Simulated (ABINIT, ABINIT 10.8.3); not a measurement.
# Notes on computing the lattice constants of NbP with ABINIT

*Notes of a novice, printed with their mistakes. Don't take the settings or the reasoning as a model; a review follows at the end.*

## Background

NbP is a tetragonal crystal, so two lengths describe its cell: $a$ and $c$. The values I compare with come from "Evidence for trivial Berry phase and absence of chiral anomaly in semimetal NbP" (2016, arXiv:1608.06587). Crystals grown by vapour transport were ground to powder, X-rayed at room temperature, and the pattern was fitted by Rietveld refinement, giving $a = 3.335$ Å and $c = 11.379$ Å.

A second X-ray measurement, on a single crystal also grown by vapour transport, is in "Conductance spectra of (Nb, Pb, In)/NbP -- superconductor/Weyl semimetal junctions" (2019, arXiv:1908.07359). It gives $a$, $c$ and the cell volume with error bars, and its lengths differ from the first pair by less than 0.001 Å. No temperature is given with these values.

| compared with | measured | source's wording or label | T (K) | method |
| --- | --- | --- | --- | --- |
| a (Å) | 3.335 | a | room temperature | powder XRD, Rietveld refinement * |
| c (Å) | 11.379 | c | room temperature | powder XRD, Rietveld refinement * |
| conventional cell volume (Å³) | 126.584 ± 0.004 | 126.584 ± 0.004 A^3 | – | X-ray diffraction |
| a (Å) | 3.33544 ± 0.00006 | 3.33544 ± 6e-05 A | – | X-ray diffraction |
| c (Å) | 11.3782 ± 0.0003 | 11.3782 ± 0.0003 A | – | X-ray diffraction |

Where a quantity has several values, deviations refer to the one marked *.

Conditions are those given with the value in the passage it was taken from; "not stated" means there, and the paper may say more elsewhere. The values are a selection: others may have been left out beforehand as unlike or outlying.

## Strategy

I need $a$ and $c$ of NbP from a calculation, and I need them soon. The model is the primitive cell with four atoms, starting from the database structure. My target is 0.01 Å on both lengths. I have no deeper reason for it than that it is a round number and looks strict enough for a report.

I will start with PBEsol, because the "sol" stands for solids and this is a solid. If the first number is good I will keep the settings and spend the remaining time making them tighter. If it is bad I will change the functional.

System: NbP (niobium phosphide), non-centrosymmetric tetragonal; I4_1md (No. 109), 4 atoms in the primitive cell; the database structure is a database entry's sites in a cell taken from published measurements: a = 3.335 Å, c = 11.379 Å; structure from the Materials Project.

## 1. Relaxing the atoms first

I start with a relaxation of the atoms in the database cell. Moving the atoms and the cell together looks like more that can go wrong, and a relaxation is a relaxation. I expect $a$ and $c$ to come out close to the X-ray values, and then I will know that PBEsol works for this material.

**Run 1.** ABINIT 10.8.3: PBEsol, JTH PAW datasets, atoms relaxed in the database cell, cutoff 20 Ha, 12x12x12 k mesh, Gaussian smearing 0.1 eV; PBE datasets.

Key lines of the input:
```
# potential files: JTH PAW datasets, made for PBE
ecut 20
pawecutdg 40
optcell 0
ionmov 2
ntime 50
tolmxf 5.0d-5
ixc -116133
ngkpt 12 12 12
shiftk 0.0 0.0 0.0
occopt 7
tsmear 0.1 eV
nband 26
nstep 80
tolvrs 1.0d-10
pseudos "Nb.xml, P.xml"
ntypat 2
znucl 41 15
natom 4
typat 1 1 2 2
# ... acell, rprim, xred
```

Command:
```
OMP_NUM_THREADS=1 mpirun -n 8 abinit run.abi > run.log
```

Selected lines of the output:
```
-Cartesian components of stress tensor (GPa)         [Pressure= -3.3944E+00 GPa]
            acell      1.8897261259E+00  1.8897261259E+00  1.8897261259E+00 Bohr
            rprim     -1.6675000000E+00  1.6675000000E+00  5.6895000000E+00
                       1.6675000000E+00 -1.6675000000E+00  5.6895000000E+00
                       1.6675000000E+00  1.6675000000E+00 -5.6895000000E+00
```

Converged; 99 s on 8 cores of AMD EPYC 9R45 96, shared host.

| quantity | run 1 |
| --- | --- |
| final pressure (GPa) | −3.3944 |

The last `rprim` lines contain 1.6675 and 5.6895. Doubled, they give $a = 3.335$ Å and $c = 11.379$ Å, which is the powder measurement to every digit. I had hoped for 0.01 Å and the difference is zero, so PBEsol is the right functional for NbP and I can stop worrying about that part.

There is also a pressure of −3.3944 GPa. The minus sign says the crystal is being pulled inwards a little, which I take to be the normal cohesion of a solid. The lengths are right, so it can't matter much.

## 2. The same with fewer k points

For the report I would still like a run in which the cell is relaxed along with the atoms, so that $a$ and $c$ are written out as results. The functional is settled, so I can save time on the rest. The k mesh has to do with the electrons, and I am after distances between atoms, so I will go down to a single k point. I expect the same two lengths again, perhaps off in the third decimal.

**Run 2.** ABINIT 10.8.3: PBEsol, JTH PAW datasets, cell and atoms relaxed from the database structure, cutoff 20 Ha, 1x1x1 k mesh, Gaussian smearing 0.1 eV; PBE datasets.

Key lines of the input, as changed from run 1:
```diff
- optcell 0
+ ecutsm 0.5
+ dilatmx 1.06
+ optcell 2
- ntime 50
+ ntime 30
- ngkpt 12 12 12
+ ngkpt 1 1 1
- nstep 80
+ nstep 60
```

Command:
```
OMP_NUM_THREADS=1 abinit run.abi > run.log
```

Selected lines of the output:
```
 At Broyd/MD step  10, gradients are converged :
-Cartesian components of stress tensor (GPa)         [Pressure= -3.4721E-03 GPa]
```

Converged; 32 s on 1 core of AMD EPYC 9R45 96, shared host.

| quantity | run 2 | measured | deviation |
| --- | --- | --- | --- |
| a (Å) | 3.4075 | 3.335 | +0.0725 (+2.2 %) |
| c (Å) | 11.349 | 11.379 | −0.030 (−0.3 %) |
| conventional cell volume (Å³) | 131.78 | 126.584 ± 0.004 | +5.19 (+4.1 %) |
| final pressure (GPa) | −0.00347 |  |  |

The lengths have moved. $a$ is now 3.4075 Å, too long by 0.0725 Å, and $c$ is 11.349 Å, too short by 0.030 Å. Both miss my 0.01 Å.

I looked for something wrong with the run and found nothing. It says that the gradients are converged, and the pressure has gone from −3.3944 GPa to almost zero, so this is a better calculation than the first one. That leaves the functional. PBEsol holds the right cell as long as the cell is kept still, and loses it once the cell is free to move. I take back what I wrote about it being settled.

## 3. Changing to BLYP

I will try BLYP. I have seen the name in many papers on molecules, and NbP has bonds between Nb and P just as a molecule has bonds, so it should know how long they are. I am copying the 12x12x12 mesh back in from my first input, since that was the file that gave the good lengths. I expect $a$ to shrink back towards 3.335 Å.

**Run 3.** ABINIT 10.8.3: BLYP, JTH PAW datasets, cell and atoms relaxed from the database structure, cutoff 20 Ha, 12x12x12 k mesh, Gaussian smearing 0.1 eV; PBE datasets.

Key lines of the input, as changed from run 1:
```diff
- optcell 0
+ ecutsm 0.5
+ dilatmx 1.06
+ optcell 2
- ixc -116133
+ ixc -106131
```

Command:
```
OMP_NUM_THREADS=1 mpirun -n 4 abinit run.abi > run.log
```

Selected lines of the output:
```
            acell      1.1948378306E+01  1.1948378306E+01  1.1948378306E+01 Bohr
            rprim     -2.6815982786E-01  2.6815982786E-01  9.2530028285E-01
```

Converged; 29 min on 4 cores of Arm Neoverse V1, shared host.

| quantity | run 3 | measured | deviation |
| --- | --- | --- | --- |
| a (Å) | 3.3910 | 3.335 | +0.0560 (+1.7 %) |
| c (Å) | 11.701 | 11.379 | +0.322 (+2.8 %) |
| conventional cell volume (Å³) | 134.55 | 126.584 ± 0.004 | +7.97 (+6.3 %) |
| final pressure (GPa) | 0.00306 |  |  |

$a$ did shrink, from 3.4075 to 3.3910 Å, so BLYP understands the Nb–P bond better than PBEsol does. The price is $c$, which has grown to 11.701 Å and is now 0.322 Å too long.

I read this as two separate problems. The bonds lie along $a$ and are nearly in order. Along $c$ the crystal must be made of layers, and the layers have drifted apart because nothing in BLYP holds them together.

## 4. Adding dispersion for the layers

Layers are held together by van der Waals forces, and D3(BJ) is the correction that adds them. I will run it with PBE, which is the combination I have seen most often. I expect $c$ to come down by about the missing 0.3 Å and $a$ to stay roughly where BLYP put it, since dispersion should not touch the bonds.

**Run 4.** ABINIT 10.8.3: PBE+D3(BJ), JTH PAW datasets, cell and atoms relaxed from the database structure, cutoff 20 Ha, 12x12x12 k mesh, Gaussian smearing 0.1 eV.

Key lines of the input, as changed from run 3:
```diff
- ixc -106131
+ vdw_xc 7
```

Converged; 16 min of wall time.

| quantity | run 4 | measured | deviation |
| --- | --- | --- | --- |
| a (Å) | 3.3157 | 3.335 | −0.0193 (−0.6 %) |
| c (Å) | 11.252 | 11.379 | −0.127 (−1.1 %) |
| conventional cell volume (Å³) | 123.70 | 126.584 ± 0.004 | −2.88 (−2.3 %) |
| final pressure (GPa) | 0.00097 |  |  |

$c$ has dropped from 11.701 to 11.252 Å, so the layers are real and dispersion is what holds them. It pulls too hard, though: I wanted about 0.3 Å and got 0.449 Å. It has also squeezed $a$ down to 3.3157 Å, which I had not expected. Now both lengths are too short, by 0.0193 and 0.127 Å.

I see no setting for applying only part of the correction, so I am dropping it.

## 5. PBEsol again, from a smaller cell

I am going back to PBEsol. When its cell was free, $a$ grew by 2.2 % from where it started. If it grows by that much anyway, I should start it lower and let it grow into the right value. I will multiply the starting lattice vectors by 0.97, a little more than needed, to be safe. `dilatmx` goes to 1.0, which is the default, and defaults are there for a reason. I keep the 12x12x12 mesh because it is already in the file. I expect $a$ to stop close to 3.335 Å.

**Run 5.** ABINIT 10.8.3: PBEsol, JTH PAW datasets, cell and atoms relaxed from the database structure, cutoff 20 Ha, 12x12x12 k mesh, Gaussian smearing 0.1 eV; started from lattice vectors 0.97 times the database's, dilatmx 1.0; PBE datasets.

Key lines of the input, as changed from run 2:
```diff
- dilatmx 1.06
+ dilatmx 1.0
- ngkpt 1 1 1
+ ngkpt 12 12 12
- # ... acell, rprim, xred
+ acell 3*1.0 angstrom
+ rprim
+   -1.61747500 1.61747500 5.51881500
+   1.61747500 -1.61747500 5.51881500
+   1.61747500 1.61747500 -5.51881500
+ # ... xred
```

Selected lines of the output:
```
Dilatmx has been exceeded too many times (4)
    See the description of dilatmx and chkdilatmx input variables.
    Action: either first do a calculation with chkdilatmx=0, or
    restart your calculation with a larger dilatmx, or larger lattice vectors.
    Warning: With chkdilatmx = 0 the final computation of lattice parameters might be inaccurate.
```

Ended with an error; 2.4 min on 8 cores of AMD EPYC 9R45 96, shared host.

The run ended with an error and gave no lengths. `Dilatmx` has been exceeded too many times, four of them. I take `dilatmx` to be a limit on how far the crystal may stretch, so PBEsol has tried to stretch NbP four times and been stopped each time. That fits the 2.2 % growth in $a$ I had before: this functional makes the crystal swell wherever it starts.

The message also asks for larger lattice vectors. The database ones are larger, so I will go back to those.

## 6. Letting only the volume change

In the first free PBEsol run $a$ went up and $c$ went down, so part of the trouble is that the two can move against each other. The manual has `optcell 1`, which changes the volume and leaves the shape alone. With the shape held at the measured one, only the swelling is left, and one error should be easier to live with than two. I am setting `dilatmx` back to 1.06, since that value never complained. I expect both lengths to come out too long, by something like 1 %.

**Run 6.** ABINIT 10.8.3: PBEsol, JTH PAW datasets, cell and atoms relaxed from the database structure, cutoff 20 Ha, 12x12x12 k mesh, Gaussian smearing 0.1 eV; optcell 1; PBE datasets.

Key lines of the input, as changed from run 1:
```diff
- optcell 0
+ ecutsm 0.5
+ dilatmx 1.06
+ optcell 1
```

Selected lines of the output:
```
            acell      1.8800314710E+00  1.8800314710E+00  1.8800314710E+00 Bohr
            rprim     -1.6675000000E+00  1.6675000000E+00  5.6895000000E+00
                       1.6675000000E+00 -1.6675000000E+00  5.6895000000E+00
                       1.6675000000E+00  1.6675000000E+00 -5.6895000000E+00
```

Converged; 2.8 min of wall time.

| quantity | run 6 | measured | deviation |
| --- | --- | --- | --- |
| a (Å) | 3.3179 | 3.335 | −0.0171 (−0.5 %) |
| c (Å) | 11.321 | 11.379 | −0.058 (−0.5 %) |
| conventional cell volume (Å³) | 124.62 | 126.584 ± 0.004 | −1.96 (−1.6 %) |
| final pressure (GPa) | 0.00066 |  |  |

Both lengths came out too short, by 0.0171 and 0.058 Å, where I had expected them too long. The crystal has not swollen at all, and the only thing I took away from it was the freedom to change shape. So the swelling comes from the shape: when PBEsol may change $a$ and $c$ separately it stretches $a$, and when it may not, it shrinks the whole cell a little instead.

This is still outside my 0.01 Å, but it is the closest I have come with a cell that moves.

## 7. Free shape with a higher cutoff

I can't report a cell whose shape I put in myself, so the shape has to be free again. To stop $a$ from stretching I will raise the cutoff from 20 to 26 Ha. The cutoff is the accuracy setting, and I have left it at 20 Ha in every run so far, which may be why PBEsol has been so unsteady. The mesh stays as it is in the file. It will be slower, and with the deadline close I will give it what time is left. I expect $a$ to come down from 3.4075 Å to somewhere near the measured value.

**Run 7.** ABINIT 10.8.3: PBEsol, JTH PAW datasets, cell and atoms relaxed from the database structure, cutoff 26 Ha, 12x12x12 k mesh, Gaussian smearing 0.1 eV; PBE datasets; stopped from outside after 846 s, the time that was left for it.

Key lines of the input, as changed from run 3:
```diff
- ecut 20
- pawecutdg 40
+ ecut 26
+ pawecutdg 52
- ixc -106131
+ ixc -116133
```

Selected lines of the output:
```
     iter   Etot(hartree)      deltaE(h)  residm     nres2
 ETOT  6  -128.53110485308     7.989E-09 5.966E-06 1.534E-06
 ETOT  7  -128.53110484981     3.278E-09 3.593E-06 2.621E-07
 ETOT  8  -128.53110484964     1.630E-10 6.015E-06 1.858E-08
```

Cut off at its time limit; 14 min on 4 cores of Arm Neoverse V1, shared host.

The time ran out before the relaxation was finished, so I have no final $a$ and $c$ at 26 Ha. The energies are still useful. The last two agree to nine decimals, at −128.531104849 hartree, so the calculation had settled and the crystal was practically at rest when it was stopped.

I take this as the answer to the stretching. A cell that was still growing would have an energy that was still changing, and this one doesn't. The higher cutoff has therefore steadied PBEsol, and 20 Ha was what made $a$ run off to 3.4075 Å. With a few more minutes I would have had the lengths to go with it, and I expect they would have been close to the measured ones.

## Results at a glance

| run | settings | a (Å) | c (Å) | conventional cell volume (Å³) | cost | status |
| --- | --- | --- | --- | --- | --- | --- |
| 1 | PBEsol, atoms relaxed in the database cell, cutoff 20 Ha, 12x12x12 k mesh, PBE datasets | – | – | – | 13 core-min |  |
| 2 | PBEsol, cell and atoms relaxed from the database structure, cutoff 20 Ha, 1x1x1 k mesh, PBE datasets | 3.4075 | 11.349 | 131.78 | under 1 core-min |  |
| 3 | BLYP, cell and atoms relaxed from the database structure, cutoff 20 Ha, 12x12x12 k mesh, PBE datasets | 3.3910 | 11.701 | 134.55 | 1.9 core-h |  |
| 4 | PBE+D3(BJ), cell and atoms relaxed from the database structure, cutoff 20 Ha, 12x12x12 k mesh | 3.3157 | 11.252 | 123.70 | 65 core-min |  |
| 5 | PBEsol, cutoff 20 Ha, 12x12x12 k mesh, started from lattice vectors 0.97 times the database's, dilatmx 1.0, PBE datasets | – | – | – | 19 core-min | ended with an error |
| 6 | PBEsol, cell and atoms relaxed from the database structure, cutoff 20 Ha, 12x12x12 k mesh, optcell 1, PBE datasets | 3.3179 | 11.321 | 124.62 | 22 core-min |  |
| 7 | PBEsol, cutoff 26 Ha, 12x12x12 k mesh, PBE datasets, stopped from outside after 846 s, the time that was left for it | – | – | – | 56 core-min | cut off at its time limit |
|  | measured | 3.335 | 11.379 | 126.584 ± 0.004 |  |  |

## Where I got to

The deadline is here and I have to put down one pair of lengths. I am reporting $a = 3.335$ Å and $c = 11.379$ Å, from the first PBEsol run. They agree with the powder measurement exactly, so my target of 0.01 Å is met.

I did hesitate, because PBEsol later gave 3.4075 Å for $a$ with the cell free. I put that down to the cutoff of 20 Ha. The last run, at 26 Ha, had settled when it was stopped, and I am confident it was heading back to the first result. The run with the shape held gave 3.3179 and 11.321 Å, which I will mention as a cross-check, since it is only 0.5 % off.

BLYP is good for the bonds but lets the layers drift apart, and D3(BJ) pulls them too close together. I would use neither for NbP. For the next crystal I will use PBEsol at 26 Ha from the start and go back to a single k point, because that run took only 32 s and converged without complaint.

## Review

Further runs made for the review:

| reviewer's run | settings | a (Å) | c (Å) | conventional cell volume (Å³) | cost |
| --- | --- | --- | --- | --- | --- |
| R1 | PBEsol, cell and atoms relaxed from the database structure, cutoff 20 Ha, 12x12x12 k mesh, PBE datasets | 3.3213 | 11.293 | 124.57 | 31 core-min |
| R2 | PBE, cell and atoms relaxed from the database structure, cutoff 20 Ha, 12x12x12 k mesh | 3.3466 | 11.431 | 128.02 | 55 core-min |
| R3 | PBEsol, cell and atoms relaxed from the database structure, cutoff 14 Ha, 12x12x12 k mesh, PBE datasets | 3.3222 | 11.298 | 124.69 | 23 core-min |
| R4 | Wu-Cohen GGA, cell and atoms relaxed from the database structure, cutoff 20 Ha, 12x12x12 k mesh, PBE datasets | 3.3254 | 11.325 | 125.24 | 71 core-min |
|  | measured | 3.335 | 11.379 | 126.584 ± 0.004 |  |

The target of 0.01 Å is arbitrary: on $c$ it asks for about 0.1 %, more than such functionals reliably give. PBEsol was a sensible start, but the plan judges settings by agreement with experiment, when they should be converged first.

Run 1 held the cell fixed (`optcell 0`), so its "exact" lengths are the input handed back. The pressure of −3.3944 GPa was the sign: it isn't normal cohesion, but shows that PBEsol wants a smaller cell. Freeing the cell gives 3.3213 and 11.293 Å (R1), for 31 core-minutes.

Run 2 differs from R1 only in its single k point, which lengthens $a$ by 0.086 Å. The electrons determine the bond lengths, so the mesh matters, and converged gradients don't test it. That its $c$ lies nearer the measurement is chance.

Run 3 therefore doesn't show BLYP to be better. On the same mesh its $a$ is 0.056 Å too long, while PBEsol's is 0.014 Å too short (R1). BLYP commonly makes solids too large, though the datasets made for PBE may also have shifted its result here. Nor is NbP made of van der Waals layers: its Nb–P bonds form a three-dimensional network.

Run 4 changed the functional as well as adding D3(BJ). Plain PBE gives 3.3466 and 11.431 Å (R2), so 0.270 Å of the drop in $c$ came from replacing BLYP and only 0.179 Å from D3, which also shortened $a$. Dropping D3 from PBE was reasonable, but its parameters are fitted for each functional, so this doesn't judge it with others.

In run 5, a smaller start shouldn't move the minimum. It forced the cell to grow, and `dilatmx 1.0` left the basis no room for that. The error is no evidence that PBEsol swells crystals. Returning to the database cell and 1.06 was right.

Run 6 didn't cure swelling by holding the shape. The mesh had changed since run 2 too, and R1 shrinks with its shape free. The volume is useful, but $c/a$ is input, so the two lengths are no independent cross-check. The beginner rightly refused to report an imposed shape, then reported run 1, where the whole cell was imposed.

Run 7's energies are electronic iterations at one fixed geometry and say nothing about whether the cell had settled. The cutoff wasn't to blame: even 14 Ha changes R1's lengths by at most 0.005 Å (R3). The closing recipe, 26 Ha with one k point, pays for what didn't matter and repeats what did.

The reported pair is no prediction, and the target wasn't met. The reviewer's runs match the measurement within 1 %: PBEsol is 0.4 % short in $a$ and 0.8 % in $c$ (R1), Wu-Cohen is short by 0.010 and 0.054 Å (R4), and PBE is long by 0.012 and 0.052 Å (R2). They lie on both sides of two X-ray results that agree, which gives no reason to doubt the measurement. What remains is probably mostly the functionals' own error. The calculations also leave out thermal expansion and zero-point motion, which usually lengthen a cell like this slightly: including them would bring PBEsol and Wu-Cohen nearer to the measurement and carry PBE further from it.

[Logs are printed without paths, hosts, clocks, repeated set-up lines and the standing remarks that a program may print on its own settings, such as how far it seeks lower states.]

[The runs shown are a pick from a larger set of finished runs; failed, doubtful and other runs were left out of it ahead of writing. So were measured values far from every level or from commonly accepted values, and agreement can look better than it is. Lines of input and output are excerpts and may be shortened.]
